**Beryllium p scattering: why a falling phase error is not a recovery**

The table holds the all-electron p phase of a partly ionised beryllium atom and the phase errors of four norm-conserving pseudopotentials, from scalar-relativistic Kohn-Sham calculations with revPBE and, in one variant, PBEsol. The program treats the base-run error as a sideways energy shift of the all-electron curve that grows with the square of the distance from the reference energy. It fits one constant to the rows above the reference and compares this with a purely quadratic phase error and with a constant shift. The shift model reproduces the rows above the reference, including the peak near 3.4 Ry, with an rms misfit of 0.015 rad over those rows, but its constant drifts from row to row and it fails far below the reference. The shift read directly from the curves keeps growing after the phase error has begun to fall.

ld1.x 7.5, scalar-relativistic revPBE: norm-conserving RRKJ pseudopotential for Be, generated in 1s2 2s0.5 2p0 with the p channel local; base radii are s 0.40, p 1.95 and test sphere 2.16 bohr. Phase = unwrapped arctan(r u′/u), u = r R(r); error = pseudo minus all-electron, with multiples of π matched at −1.035 Ry. Variants change only the settings named.

## Analysis program

```python
# Table: ld1.x 7.5, Be RRKJ pseudopotential (revPBE, scalar-relativistic, p channel local): all-electron
# p phase arctan(r u'/u) and pseudo-minus-AE error vs energy, base run and three variants.
# Tested: error = AE curve shifted sideways by delta(E) = c (E-Eref)^2; rivals: error itself quadratic, constant shift.
T = {
    'energy': [-11.0, -10.52, -10.04, -9.56, -9.08, -8.6, -8.12, -7.64, -7.16, -6.68, -6.2, -5.72, -5.24, -4.76, -4.28, -3.8, -3.32, -2.84, -2.36, -1.88, -1.4, -0.92, -0.44, 0.04, 0.52, 1.0, 1.48, 1.96, 2.44, 2.92, 3.4, 3.88, 4.36, 4.84],  # Ry
    'phase_p_all_electron': [1.4214, 1.4175, 1.4133, 1.4087, 1.4037, 1.3982, 1.392, 1.3852, 1.3776, 1.3688, 1.3588, 1.3471, 1.3332, 1.3164, 1.2953, 1.268, 1.2307, 1.1759, 1.0855, 0.9054, 0.4172, -0.6865, -1.2747, -1.4908, -1.6075, -1.6942, -1.7782, -1.882, -2.0464, -2.389, -3.1832, -3.9649, -4.2956, -4.4478],  # rad
    'run0': [0.0001, 0.0001, 0.0001, 0.0001, 0.0001, 0.0001, 0.0002, 0.0002, 0.0002, 0.0003, 0.0003, 0.0004, 0.0005, 0.0005, 0.0007, 0.0008, 0.001, 0.0012, 0.0015, 0.0018, 0.0014, 0.0002, 0.0025, 0.0047, 0.0075, 0.012, 0.0204, 0.0376, 0.0799, 0.2075, 0.528, 0.4581, 0.2156, 0.1185],  # rad
    'run1': [0.0001, 0.0001, 0.0001, 0.0001, 0.0001, 0.0001, 0.0002, 0.0002, 0.0003, 0.0003, 0.0004, 0.0004, 0.0005, 0.0007, 0.0008, 0.001, 0.0013, 0.0017, 0.0022, 0.0031, 0.0032, 0.0004, 0.0042, 0.0086, 0.0158, 0.0306, 0.0683, 0.1958, 0.6263, 0.5341, 0.2211, 0.1179, 0.0785, 0.0603],  # rad
    'run2': [0.0001, 0.0001, 0.0001, 0.0001, 0.0001, 0.0001, 0.0002, 0.0002, 0.0002, 0.0003, 0.0003, 0.0004, 0.0005, 0.0005, 0.0007, 0.0008, 0.001, 0.0012, 0.0015, 0.0018, 0.0014, 0.0002, 0.0025, 0.0047, 0.0075, 0.012, 0.0204, 0.0376, 0.0799, 0.2075, 0.528, 0.4581, 0.2156, 0.1185],  # rad
    'run3': [0.0001, 0.0001, 0.0002, 0.0001, 0.0001, 0.0001, 0.0002, 0.0002, 0.0002, 0.0003, 0.0004, 0.0004, 0.0005, 0.0005, 0.0007, 0.0008, 0.001, 0.0012, 0.0015, 0.0018, 0.0014, 0.0002, 0.0026, 0.0048, 0.0077, 0.0123, 0.0208, 0.0381, 0.08, 0.2049, 0.5352, 0.5046, 0.2386, 0.1292],  # rad
}
import numpy as np
from scipy.interpolate import CubicSpline
from scipy.optimize import brentq, least_squares
E = np.array(T['energy'], float); th = np.array(T['phase_p_all_electron'], float)
e0, e1, e2, e3 = (np.array(T['run%d' % i], float) for i in range(4))
Eref = -1.035  # Ry, p reference energy from the caption
# further outputs of the same runs: AE p phase at test radius 2.387 bohr, every second energy from -11 to 4.36 Ry
th1 = np.array([1.4365, 1.4293, 1.4208, 1.4105, 1.3977, 1.3813, 1.359, 1.3261, 1.2705, 1.1445, 0.4572,
                -1.4142, -1.7055, -1.9657, -3.1747, -4.3752, -4.5884])
IE = np.array([[-231.6369, -487.4512], [-349.4622, -702.0402], [-231.0791, -486.1722]])  # further outputs, meV
sc = lambda t, s: np.arctan(np.tan(t) / s) + np.pi * np.round(t / np.pi)  # rescaled phase, smoother in E
def shift(En, t, err, s):
    f = CubicSpline(En, sc(t, s))
    d = [x - brentq(lambda y: float(f(y) - sc(a + b, s)), x - 1.2, x + 0.2) for x, a, b in zip(En, t, err)]
    return f, np.array(d)
f, d0 = shift(E, th, e0, 3.0); d0b = shift(E, th, e0, 4.0)[1]
E1 = E[::2]; g, d1 = shift(E1, th1, e1[::2], 3.0); d1b = shift(E1, th1, e1[::2], 4.0)[1]
slope = 3 * f(E, 1) / (np.cos(f(E))**2 + 9 * np.sin(f(E))**2)
x = E - Eref; up = x > 0
pred = lambda d: sc(f(E - d), 1 / 3.0) - th
c = least_squares(lambda p: (pred(p[0] * x**2) - e0)[up], [0.015]).x[0]
k = least_squares(lambda p: (pred(p[0] + 0 * x) - e0)[up], [0.2]).x[0]
b = np.sum((x**2 * e0)[up]) / np.sum(x[up]**4)
print("rounding floor 0.00005 rad; floor of delta = 0.00005/|slope|; fit rows E > Eref only")
print("E[Ry] AEphase slope[rad/Ry] err[rad] delta[Ry] floor[Ry] delta/x^2[1/Ry] model resid[rad]")
pA = pred(c * x**2)
for i in [0, 10, 14] + list(range(17, len(E))):
    print("%6.2f %7.4f %7.4f %.4f %.4f %.5f %.4f %.4f %+.4f" % (E[i], th[i], slope[i], e0[i], d0[i],
          5e-5 / abs(slope[i]), d0[i] / x[i]**2, pA[i], pA[i] - e0[i]))
for n, p in (("shift c*x^2, c=%.4f 1/Ry" % c, pA), ("error b*x^2, b=%.4f rad/Ry^2" % b, b * x**2),
             ("constant shift %.3f Ry" % k, pred(k + 0 * x))):
    r = p - e0; j = np.argmax(np.abs(r) * up); m = np.argmax(np.abs(r) * ~up)
    print("%s: rms %.4f, worst %+.4f rad at %.2f; below Eref worst %+.4f at %.2f" %
          (n, np.sqrt(np.mean(r[up]**2)), r[j], E[j], r[m], E[m]))
hi = x > 0.5; lo = (x < 0) & (e0 >= 5e-4)  # rows well above rounding
nh = np.polyfit(np.log(x[hi]), np.log(d0[hi]), 1)[0]; nl = np.polyfit(np.log(-x[lo]), np.log(d0[lo]), 1)[0]
print("exponent of delta in |x|: above %.2f, below %.2f; delta rises on all rows above Eref: %s" % (nh, nl, bool(np.all(np.diff(d0[up]) > 0))))
print("interpolation spread of delta (scale 3 vs 4): base %.4f, p-radius run %.4f Ry" % (np.abs(d0 - d0b).max(), np.abs(d1 - d1b).max()))
for n, h in (("base", f), ("p-radius run", g)):
    print(n, "AE phase 0, -pi/2, -pi at %.2f %.2f %.2f Ry" % tuple(brentq(lambda y: float(h(y)) + a, -3, 4.3) for a in (0, np.pi / 2, np.pi)))
for n, e in (("base", e0), ("p radius", e1), ("s radius", e2), ("PBEsol", e3)):
    print("%s: peak %.4f rad (%.2f pi) at %.2f Ry, last %.4f, max below Eref %.4f, first >0.01 at %.2f, >0.1 at %.2f" %
          (n, e.max(), e.max() / np.pi, E[e.argmax()], e[-1], e[~up].max(), E[e > 0.01][0], E[e > 0.1][0]))
u1 = E1 > Eref
print("E[Ry]:delta p-radius run/delta base", " ".join("%.2f:%.3f/%.3f" % t for t in zip(E1[u1], d1[u1], d0[::2][u1])))
print("  ratios", " ".join("%.2f" % v for v in d1[u1] / d0[::2][u1]))
es = sc(th + e0, 3.0) - sc(th, 3.0)
print("base error in arctan(r u'/(3u)), last 5 rows [rad]:", " ".join("%.3f" % v for v in es[-5:]))
j = np.argmax(np.abs(e3 - e0))
print("max |s radius - base| %.4f; max PBEsol - base %+.4f rad (%+.1f %%) at %.2f Ry" % (np.abs(e2 - e0).max(), (e3 - e0)[j], 100 * (e3 / e0 - 1)[j], E[j]))
print("PBEsol/base, last 6 rows:", " ".join("%.3f" % v for v in (e3 / e0)[-6:]))
print("delta at peak %.2f eV, at last row %.2f eV" % (d0[e0.argmax()] * 13.6057, d0[-1] * 13.6057))
print("ionisation error ratios to base (1st, 2nd): p radius %.2f %.2f, s radius %.3f %.3f" % (*(IE[1] / IE[0]), *(IE[2] / IE[0])))
assert min(e0.min(), e1.min(), e3.min()) > 0 and np.abs(e2 - e0).max() < 1.5e-4
assert max(e0.max(), e1.max(), e3.max()) < np.pi / 2 and e0[-1] < e0.max() / 2
assert 1.5 < nh < 2.6
assert d0[-1] > d0[e0.argmax()]
```

Running it gives:

```
rounding floor 0.00005 rad; floor of delta = 0.00005/|slope|; fit rows E > Eref only
E[Ry] AEphase slope[rad/Ry] err[rad] delta[Ry] floor[Ry] delta/x^2[1/Ry] model resid[rad]
-11.00  1.4214 -0.0079 0.0001 0.0127 0.00633 0.0001 0.0102 +0.0101
 -6.20  1.3588 -0.0224 0.0003 0.0134 0.00223 0.0005 0.0075 +0.0072
 -4.28  1.2953 -0.0495 0.0007 0.0142 0.00101 0.0013 0.0067 +0.0060
 -2.84  1.1759 -0.1417 0.0012 0.0085 0.00035 0.0026 0.0060 +0.0048
 -2.36  1.0855 -0.2506 0.0015 0.0060 0.00020 0.0034 0.0057 +0.0042
 -1.88  0.9054 -0.5590 0.0018 0.0032 0.00009 0.0045 0.0052 +0.0034
 -1.40  0.4172 -1.7305 0.0014 0.0008 0.00003 0.0061 0.0031 +0.0017
 -0.92 -0.6865 -2.0466 0.0002 0.0001 0.00002 0.0074 0.0004 +0.0002
 -0.44 -1.2747 -0.6624 0.0025 0.0038 0.00008 0.0106 0.0031 +0.0006
  0.04 -1.4908 -0.3106 0.0047 0.0150 0.00016 0.0130 0.0048 +0.0001
  0.52 -1.6075 -0.1986 0.0075 0.0373 0.00025 0.0154 0.0064 -0.0011
  1.00 -1.6942 -0.1706 0.0120 0.0701 0.00029 0.0169 0.0094 -0.0026
  1.48 -1.7782 -0.1865 0.0204 0.1118 0.00027 0.0177 0.0154 -0.0050
  1.96 -1.8820 -0.2586 0.0376 0.1556 0.00019 0.0173 0.0292 -0.0084
  2.44 -2.0464 -0.4615 0.0799 0.1987 0.00011 0.0165 0.0661 -0.0138
  2.92 -2.3890 -1.0830 0.2075 0.2399 0.00005 0.0153 0.1848 -0.0227
  3.40 -3.1832 -2.0670 0.5280 0.2791 0.00002 0.0142 0.4991 -0.0289
  3.88 -3.9649 -1.0506 0.4581 0.3174 0.00005 0.0131 0.4641 +0.0060
  4.36 -4.2956 -0.4411 0.2156 0.3563 0.00011 0.0122 0.2411 +0.0255
  4.84 -4.4478 -0.2231 0.1185 0.3987 0.00022 0.0116 0.1428 +0.0243
shift c*x^2, c=0.0133 1/Ry: rms 0.0150, worst -0.0289 rad at 3.40; below Eref worst +0.0101 at -11.00
error b*x^2, b=0.0103 rad/Ry^2: rms 0.1311, worst -0.3251 rad at 3.40; below Eref worst +1.0244 at -11.00
constant shift 0.148 Ry: rms 0.1503, worst +0.3423 rad at -0.92; below Eref worst +0.2134 at -1.40
exponent of delta in |x|: above 2.03, below 1.18; delta rises on all rows above Eref: True
interpolation spread of delta (scale 3 vs 4): base 0.0004, p-radius run 0.0418 Ry
base AE phase 0, -pi/2, -pi at -1.20 0.35 3.38 Ry
p-radius run AE phase 0, -pi/2, -pi at -1.25 -0.02 2.43 Ry
base: peak 0.5280 rad (0.17 pi) at 3.40 Ry, last 0.1185, max below Eref 0.0018, first >0.01 at 1.00, >0.1 at 2.92
p radius: peak 0.6263 rad (0.20 pi) at 2.44 Ry, last 0.0603, max below Eref 0.0032, first >0.01 at 0.52, >0.1 at 1.96
s radius: peak 0.5280 rad (0.17 pi) at 3.40 Ry, last 0.1185, max below Eref 0.0018, first >0.01 at 1.00, >0.1 at 2.92
PBEsol: peak 0.5352 rad (0.17 pi) at 3.40 Ry, last 0.1292, max below Eref 0.0018, first >0.01 at 1.00, >0.1 at 2.92
E[Ry]:delta p-radius run/delta base -0.44:0.008/0.004 0.52:0.070/0.037 1.48:0.183/0.112 2.44:0.297/0.199 3.40:0.364/0.279 4.36:0.538/0.356
  ratios 2.21 1.89 1.64 1.49 1.30 1.51
base error in arctan(r u'/(3u)), last 5 rows [rad]: 0.142 0.188 0.218 0.218 0.197
max |s radius - base| 0.0000; max PBEsol - base +0.0465 rad (+10.2 %) at 3.88 Ry
PBEsol/base, last 6 rows: 1.001 0.987 1.014 1.102 1.107 1.090
delta at peak 3.80 eV, at last row 5.42 eV
ionisation error ratios to base (1st, 2nd): p radius 1.51 1.44, s radius 0.998 0.997
```
